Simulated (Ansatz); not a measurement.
# Predicting the next basis: MP2 on BF

The species is BF (2 atoms), meant as a singlet with charge 0. As SMILES, `[B]F`. Geometry: relaxed at PBE0-D4/def2-TZVP.

MP2 correlation energies, 2 core orbitals frozen (Ansatz 0.2.0):

| basis | X | correlation energy (Eh) |
| --- | --- | --- |
| aug-cc-pVTZ | 3 | -0.329110 |
| aug-cc-pVQZ | 4 | -0.353755 |
| aug-cc-pV5Z | 5 | ? |

**Question.** Take E(X) = E∞ + A/X³, fix the two constants on the known rows and predict the third.

**Answer.** 
1. A = (-0.329110 − (-0.353755))/(1/27 − 1/64) = 1.15099 Eh.
2. E∞ = -0.353755 − 1.15099/64 = -0.371739 Eh.
3. X = 5: -0.371739 + 1.15099/125 = -0.362531 Eh.

The run gave -0.363953 Eh, so the prediction is off by +1.4 mEh, 14 % of the last step. The small sets lie short of the range where X⁻³ holds, so the true step is larger than predicted.

The correlation energy of BF is still deepening appreciably at the quintuple-zeta level, and the two smaller sets capture most of that last gain but not all of it. The slow convergence comes from the electron-electron cusp: products of smooth orbitals describe the correlation hole at short range poorly, and each higher angular momentum shell repairs only part of it. Opposite-spin pairs dominate the remainder, because the Pauli principle already keeps like-spin electrons apart. In BF much of the demand probably comes from fluorine, where the strongly polar bond and the lone pairs crowd most of the valence electrons into a compact region.

Since the computed step exceeds the predicted one, the same formula applied to the two larger sets would place the limit below -0.371739 Eh, so that value is better read as a provisional estimate than as a converged MP2 energy. Even the exact basis-set limit would leave the error of second-order perturbation theory itself, including its limited account of the 2s-2p near-degeneracy on boron.
